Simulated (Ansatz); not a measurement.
InO3: pressure and energy above lowest point against volume per atom

Results calculated with Ansatz 0.2.0 development build, not measured. Equation of state of a cubic crystal from periodic Kohn-Sham density functional theory without spin; pressure corrected for the finite basis.

Cell of the first row (space group Pm-3m, No. 221):
```
InO3
1.0
      4.1843     0.0000     0.0000
      0.0000     4.1843     0.0000
      0.0000     0.0000     4.1843
In O
1 3
Direct
  0.00000 0.00000 0.00000
  0.50000 0.00000 0.00000
  0.00000 0.50000 0.00000
  0.00000 0.00000 0.50000
```

Settings of every row: formula InO3; structure type ReO3; functional PBE; spin treatment none; k mesh 13x13x13; occupation method fermi-dirac; occupation width 0.061225619 eV; wave cutoff 700 eV; datasets soft-1 PAW; density cutoff ratio 4.

Limits: a cubic model structure, not a phase known at ambient conditions; modest k-mesh, values are not fully converged in k; no spin polarisation, a magnetic state may lie lower; the SCF threshold is loose for a stress in some rows.

```
row  volume per atom (Å³)  pressure (GPa)  energy above lowest point (meV/atom)
  1                18.315           1.371                                  1.57
  2                18.688           0.003                                     0
  3                19.062               ?                                     ?
  4                19.436          -2.332                                  5.63
  5                 19.81          -3.327                                 12.25
```

Question: what pressure and energy above lowest point should row 3 give?

Worked fit of pressure. Take u = (V_r/V)^(2/3) − 1 with V_r = 19.062 Å³ an atom, which is twice the finite (Eulerian) strain; such expansions in the strain, on which the Birch-Murnaghan equation of state is built, carry the rest volume and the bulk modulus. The shown rows have u = 0.02701, 0.0133, -0.01287, -0.02533. Least squares give pressure = −1.2273 + 89.288 × u + 254.4 × u² GPa; a straight line predicts inner rows, each left out in turn, worse (root mean square 0.1 against 0.0057 GPa). The rows lie off it by 0.001, -0.002, 0.002, -0.001. The pressure vanishes at u = 0.0132, or V = 18.69 Å³ an atom, and there the bulk modulus at fixed shape and fractions is B = −V dP/dV = (2/3)(1 + u) dP/du = 64.9 GPa. The withheld row has u = 0, so the fit gives −1.2273 + 89.288 × (0) + 254.4 × (0)² = -1.227 GPa.

The calculation gave -1.227 GPa. The fit meets it to the printed digit.

Worked fit of energy above lowest point. Take u = (V_r/V)^(2/3) − 1 with V_r = 19.062 Å³ an atom, which is twice the finite (Eulerian) strain; such expansions in the strain, on which the Birch-Murnaghan equation of state is built, carry the rest volume and the bulk modulus. The shown rows have u = 0.02701, 0.0133, -0.01287, -0.02533. Least squares give energy above lowest point = 1.452 − 218.03 × u + 8228 × u² meV/atom; a straight line predicts inner rows, each left out in turn, worse (root mean square 3.3 against 0.021 meV/atom). The rows lie off it by 0.00, -0.01, 0.01, 0.00. Its lowest point lies at u = 0.0132, or V = 18.69 Å³ an atom, and the curvature there gives the bulk modulus at fixed shape and fractions, B = (4/9)(1 + u)² E″(u)/V = 64.4 GPa. The withheld row has u = 0, so the fit gives 1.452 − 218.03 × (0) + 8228 × (0)² = 1.45 meV/atom.

The calculation gave 1.45 meV/atom. The fit meets it to the printed digit.
